Six places on the band path of layered PbO2

Six points of the band path of layered PbO2 (r2SCAN, no spin-orbit coupling) are listed below without their labels. Each carries five Kohn-Sham levels counted from the Fermi level, which lies in the middle of the gap: b1, b2 and b3 are the three highest filled levels, a1 and a2 the two lowest empty ones. The question is which point is which. Since the zone has a point called F, the lettered lines are called entries throughout.

Kohn-Sham levels of PbO2 (R-3m, 3-atom cell) at fixed geometry, from Ansatz 0.2.0 with r2SCAN, scalar-relativistic PAW and no spin polarization. The plane-wave cutoff is 500 eV, the k mesh 12x12x12 and the Gaussian smearing 0.01 eV. At each k point, b1 to b3 run down from the highest filled level, and a1 and a2 run up from the lowest empty one. Candidates: 16, 25, 22, 12, 7, 15.

```
row  level b3 from the Fermi level (eV)  level b2 from the Fermi level (eV)  level b1 from the Fermi level (eV)  level a1 from the Fermi level (eV)  level a2 from the Fermi level (eV)
  A                              -1.116                              -0.962                              -0.268                               1.111                               6.113
  B                              -1.252                              -0.797                              -0.318                               1.324                               6.142
  C                              -1.186                              -0.443                              -0.191                               2.954                               6.585
  D                              -0.929                              -0.899                              -0.266                               0.291                               5.586
  E                              -1.876                              -0.918                              -0.755                               3.306                               7.580
  F                              -1.690                              -0.715                              -0.399                               3.154                               7.857
```

The candidate rows lie at these places, where |k| is the distance from Γ and kz its part along the stacking axis c:

row 7: ten fourteenths of the way from T to H_2
row 12: just past L, heading for Γ
row 15: just before Γ, coming from L; |k| = 0.077 1/Å
row 16: on Γ–S_0, in the layer plane; |k| = 0.273 1/Å, kz = 0
row 22: just before the point F
row 25: on F–Γ; |k| = 0.329 1/Å, kz = 0.134 1/Å

The level that sorts the entries

The best marker is a1, a single band that stays at least 3.5 eV below a2 in every row and spans 3.48 eV over the rows of the table. Counting suggests what it is: 26 valence electrons fill 13 bands (five Pb 5d, two O 2s, six O 2p), and the next orbital in Pb(IV) oxide chemistry is the antibonding mixture of Pb 6s and O 2p. That character is argued, not tested by a projection.

The same calculation puts the bottom of a1 at Γ, 0.184 eV above the Fermi level and 0.44 eV above a single filled level. Two levels so close repel strongly once k mixes them. Write them as E0 + Δ and E0 − Δ, with E0 their centre and 2Δ their separation at Γ. If they have opposite parity, the leading coupling is linear in k, v·k, and the 2 × 2 determinant gives

(E − E0)² = Δ² + v²k²
a1 = E0 + √(Δ² + v²k²)

Row 1, at Γ, fixes E0 = −0.0365 eV and Δ = 0.2205 eV (D in the printed output). The slope v was taken from four points on Γ–T, row 2 and three points of the same calculation closer to Γ. It comes out at 3.90 eV·Å with a spread of 2.2 % of the mean, so the numbers do show this form along c. Opposite parity is inferred from the form; which level has which parity, and so whether the bands are inverted, is untested.

The formula has two regimes. Well below k = Δ/v, about 0.06 1/Å, it is a parabola with mass ħ²Δ/v², which is 0.11 electron masses along c. Well beyond that it is nearly a straight line, and the parabola already overshoots row 2 by 0.79 eV. Near Γ, then, a1 works as a rough ruler for |k|. By about 0.4 1/Å it fails, since row 3 lies a little farther out than row 14 but has the lower a1.

The low stretch: entry D

Entry D has a1 = 0.291 eV, only 0.107 eV above the band minimum, and only row 15 is close enough to Γ for that. Symmetry gives a second, independent sign. The threefold axis Γ–T forces the O 2p orbitals that lie in the layer plane into exact pairs, and moving off the axis splits them. In entry D, b2 and b3 differ by 0.030 eV, the least of the six, as expected for a point barely off the axis. This assignment is sure.

The middle stretch: entries A and B

Rows 16 and 25 remain as the candidates near Γ, and entries A and B have a1 of the right size. The simplest test treats the formula as a cone, the same in every direction. For row 16, which took no part in fixing v:

v·|k| = 3.90 × 0.273 = 1.065 eV
√(0.2205² + 1.065²) = 1.09 eV
a1 = −0.0365 + 1.09 = 1.05 eV

The same steps for row 25 give 1.27 eV. Entry A has 1.111 eV and entry B 1.324 eV, each about 0.06 eV above one prediction, so A goes to row 16 and B to row 25.

The cone deserves less trust than this match suggests. With the parities assumed above, the filled single level couples to a1 linearly only through kz; in the plane, symmetry hands that role to one of the paired levels. The cone therefore uses the wrong partner for row 16, and its success there is numerical. At row 14, off the axis and a little farther out, it falls 0.20 eV short of the table, nearly as much as the 0.21 eV that separates A from B.

The same symmetry argument supplies a second clue. Where kz = 0, a1 has no linear coupling by which to push b1 down; where kz is finite, it should lower b1 by roughly (v·kz)²/(a1 − b1). Entry A has b1 lowered by 0.011 eV and entry B by 0.061 eV, which agrees with the assignment. Only the direction is usable: the estimate for row 25 is 0.167 eV, nearly three times too large, while row 14 drops by 0.112 eV with a smaller kz. Continuity along the path gives a third clue. From its value of −0.903 eV at Γ, b2 falls towards row 17 (−1.186 eV), beyond row 16, and rises towards row 24 (−0.597 eV), beyond row 25. Entry A, at −0.962 eV, lies on the falling side and entry B, at −0.797 eV, on the rising side. The three clues agree, which makes this pair sure.

The high stretch: entries C, E and F

Here a1 lies between 2.95 and 3.31 eV and the ruler has run out. To extend it, v²k² was replaced by a periodic sum over four shells of Pb neighbours at lattice vectors R, which reduces to a quadratic form at small k:

v²k² → Σ w · 2(1 − cos k·R)

The four weights w were fitted to the twenty rows outside the puzzle, as were plain cosine sums over the same shells for a1, b1 and a2. The two-level form misses a1 in the fitted rows by 0.058 eV rms, against 0.151 eV for the plain sum. One of the weights is negative, and they carry no meaning singly. On a1 alone the two-level fit can't tell rows 7 and 22 apart, for it puts them only 0.015 eV from each other.

Entry C is settled by b1 instead. The calculation places the top of the valence band at the point F, at −0.185 eV, and entry C lies 0.006 eV below it. Entries F and E lie 0.214 and 0.570 eV below. A band is flat at its maximum, and at the point F there is no empty level within about 3 eV to curve it sharply, so the row beside that point must sit close to the edge. Entry C is row 22, and this is sure.

Entries E and F are left for rows 7 and 12. The two-level fit puts row 12 above row 7 in a1, which favours E for row 12, but this is weak ground. The two entries differ by only 0.152 eV, less than three times the rms error of the fit on its own rows, and the a2 fit, the poorest, orders them against the a1 and b1 fits.

The neighbours on the path decide instead. Row 12 lies between rows 11 and 13, where b1 is −0.744 and −0.631 eV. It is also close to L, where k and −k are equivalent and a single level has zero slope. Entry E, with b1 at −0.755 eV, continues that run, while entry F, at −0.399 eV, would have to jump out of it and back. So E is row 12 and F is row 7, and continuity makes this pair sure as well.

The labels

A is row 16, B row 25, C row 22, D row 15, E row 12 and F row 7. With the labels known, the two-level form misses a1 in the six left-out rows by 0.116 eV rms, against 0.222 eV for the plain sum. On a1 alone it slightly prefers to exchange rows 7 and 22, while the plain sum, by a small margin, keeps them in place. The printed output after this text gives the residuals and the scores of four exchanges.

The rows with their labels:

```
row  level b3 from the Fermi level (eV)  level b2 from the Fermi level (eV)  level b1 from the Fermi level (eV)  level a1 from the Fermi level (eV)  level a2 from the Fermi level (eV)
  1                              -0.903                              -0.903                              -0.257                               0.184                               5.538
  2                              -0.870                              -0.870                              -0.816                               0.796                               5.536
  3                              -1.397                              -0.807                              -0.807                               1.508                               5.511
  4                              -1.722                              -0.765                              -0.765                               1.964                               5.464
  5                              -1.714                              -0.783                              -0.732                               2.097                               5.628
  6                              -1.487                              -0.874                              -0.535                               2.564                               6.659
  7                              -1.690                              -0.715                              -0.399                               3.154                               7.857
  8                              -2.357                              -0.575                              -0.424                               3.589                               8.766
  9                              -2.647                              -0.601                              -0.497                               3.663                               8.980
 10                              -2.478                              -0.684                              -0.662                               3.569                               8.604
 11                              -2.001                              -0.864                              -0.744                               3.382                               7.807
 12                              -1.876                              -0.918                              -0.755                               3.306                               7.580
 13                              -1.998                              -0.784                              -0.631                               2.879                               7.412
 14                              -1.574                              -0.842                              -0.369                               1.683                               6.539
 15                              -0.929                              -0.899                              -0.266                               0.291                               5.586
 16                              -1.116                              -0.962                              -0.268                               1.111                               6.113
 17                              -1.615                              -1.186                              -0.251                               2.756                               7.776
 18                              -2.499                              -0.963                              -0.295                               3.557                               8.592
 19                              -2.386                              -0.573                              -0.459                               3.629                               8.701
 20                              -1.857                              -0.546                              -0.376                               3.439                               7.850
 21                              -1.392                              -0.546                              -0.247                               3.160                               7.066
 22                              -1.186                              -0.443                              -0.191                               2.954                               6.585
 23                              -1.226                              -0.441                              -0.186                               2.919                               6.460
 24                              -1.467                              -0.597                              -0.234                               2.559                               6.395
 25                              -1.252                              -0.797                              -0.318                               1.324                               6.142
 26                              -0.903                              -0.903                              -0.257                               0.184                               5.538
```

Rows 1 to 4 run along the threefold axis, and with row 26 they are the only rows that hold an exact pair. They also show that the columns follow energy order and not character. The single level repelled by a1 is b1 at −0.816 eV in row 2, passes through the pair, and is b3 at −1.397 eV in row 3. A smooth sum fitted to the b1 column has its worst miss at row 2, next to this crossing. The pairs themselves belong to a calculation without spin-orbit coupling, which would split them.

Along this axis a1 climbs 1.84 eV from Γ to T, straight across the layers, so the table shows that this layered crystal is far from two-dimensional for electrons. Oxygen atoms of neighbouring layers are 3.11 Å apart, against 2.87 Å within a layer. That this close contact carries the coupling is a reasonable guess, untested here.

Rows 16 to 18 run in the plane, and b1 stays between −0.251 and −0.295 eV while a1 rises by more than 2 eV. This fits the argument that a1 leaves the top filled level alone when kz = 0, though the character of that level wasn't followed from row to row. The valence top at the point F has finite kz, so this argument doesn't cover it. The gap is only weakly indirect all the same: b1 at Γ lies some 0.07 eV under the maximum at the point F, so the least gap of 0.369 eV is close to the direct one.

Both the mass and the width of the parabolic region scale with Δ, the least secure number here. Semilocal functionals give gaps that are too small, and this cell is unrelaxed and stretched, at a pressure of −5.8 GPa with 0.35 eV/Å on each oxygen. Theory argues that longer Pb–O bonds lower an antibonding level and so narrow the gap; the size of either shift is untested. At fixed v, a gap twice as wide at Γ would double the mass along c, while the order of a1 with |k| near Γ would survive.

What carries over to other narrow-gap crystals is the link between gap and mass. Where two edge levels couple linearly in k, an error in the gap becomes, at fixed v, an error of the same proportion in the mass. The numbers themselves belong to this layered form, which isn't the common rutile-type PbO2 and may be hypothetical.

Printed output of the fit:

```
O-O within layer 2.87 A, across layers 3.11 A; table rounding 0.0005 eV
rows with an exact pair: [1, 2, 3, 4, 26]  rows on the threefold axis: [1, 2, 3, 4, 26]
valence edge -0.185 eV; a1-b1 at G 0.441; a1 rise G to T 1.843; a1 width in table 3.479
smallest a2-a1 in a row 3.500 eV; lowest a2 minus highest a1 1.801 eV
D 0.2205 eV; v at steps 1-4 [3.94 3.92 3.89 3.85] eV A (mean 3.90, spread 2.2%)
pair centre at G -0.0365, steps 1-4 [-0.0345 -0.03   -0.0215 -0.01  ] eV
mass along c 0.108 me; from row 15 alone (a1 rise 0.107 eV) 0.211 me
near G: row, |k|, kz (1/A), a1, cone error, parabola error, b1 shift from G, shift from kz coupling (eV)
 15 0.077 0.017 0.291 +0.045 +0.097 -0.009 -0.008
  2 0.201 0.201 0.796 -0.017 +0.786 (on axis)
 16 0.273 0.000 1.111 -0.059 +1.649 -0.011 -0.000
 25 0.329 0.134 1.324 -0.058 +2.598 -0.061 -0.167
 14 0.385 0.084 1.683 -0.202 +3.613 -0.112 -0.052
  3 0.403 0.403 1.508 +0.041 +4.267 (on axis)
two-level weights for Pb shells (in-plane 1, interlayer 1, interlayer 2, in-plane 2): [ 1.244  0.096  0.248 -0.132] eV^2
a1 two-level: rms 20 fitted rows 0.058, six left out 0.116, worst row 22 +0.145 eV
a1 plain: rms 20 fitted rows 0.151, six left out 0.222, worst row 12 +0.405 eV
b1 plain: rms 20 fitted rows 0.126, six left out 0.096, worst row 2 +0.345 eV
a2 plain: rms 20 fitted rows 0.330, six left out 0.518, worst row 7 -0.828 eV
left-out rows: row, place, k in-plane, kz, a1-b1, b2-b3, b1 minus valence edge
  7 T-H2 10/14   0.782 0.705 3.553 0.975 -0.214
 12 L-G 1/14     0.978 0.218 4.061 0.958 -0.570
 15 L-G 13/14    0.075 0.017 0.557 0.030 -0.081
 16 G-S0 3/14    0.273 0.000 1.379 0.154 -0.083
 22 S2-F 12/14   1.056 0.470 3.145 0.743 -0.006
 25 F-G 10/14    0.301 0.134 1.642 0.455 -0.133
table/predicted (eV): a1 two-level, a1 plain, b1, a2
  7 3.154/3.084  3.154/3.205  -0.399/-0.344  7.857/7.029
 12 3.306/3.445  3.306/3.711  -0.755/-0.613  7.580/8.401
 15 0.291/0.383  0.291/0.446  -0.266/-0.378  5.586/5.658
 16 1.111/1.236  1.111/0.936  -0.268/-0.372  6.113/5.915
 22 2.954/3.099  2.954/3.153  -0.191/-0.132  6.585/6.989
 25 1.324/1.430  1.324/1.136  -0.318/-0.391  6.142/5.930
a1 two-level: best [22, 12, 15, 16, 7, 25] score 21.8; next [7, 12, 15, 16, 22, 25] 23.6; true 23.6
  score added by swap 7/12: +32.1, 16/25: +24.1, 7/22: -1.8, 12/22: +71.3
a1 plain: best [7, 12, 15, 16, 22, 25] score 12.9; next [22, 12, 15, 16, 7, 25] 13.9; true 12.9
  score added by swap 7/12: +6.7, 16/25: +3.7, 7/22: +0.9, 12/22: +17.2
a1 two-level + b1 plain + a2 plain: best [7, 12, 15, 16, 22, 25] score 41.8; next [22, 12, 15, 16, 7, 25] 46.5; true 41.8
  score added by swap 7/12: +37.1, 16/25: +24.3, 7/22: +4.7, 12/22: +131.0
row 12 minus row 7: a1 +0.152, b1 -0.356, a2 -0.277 eV
row 25 minus row 16: a1 +0.213 (cone +0.214), b1 -0.050 eV
```
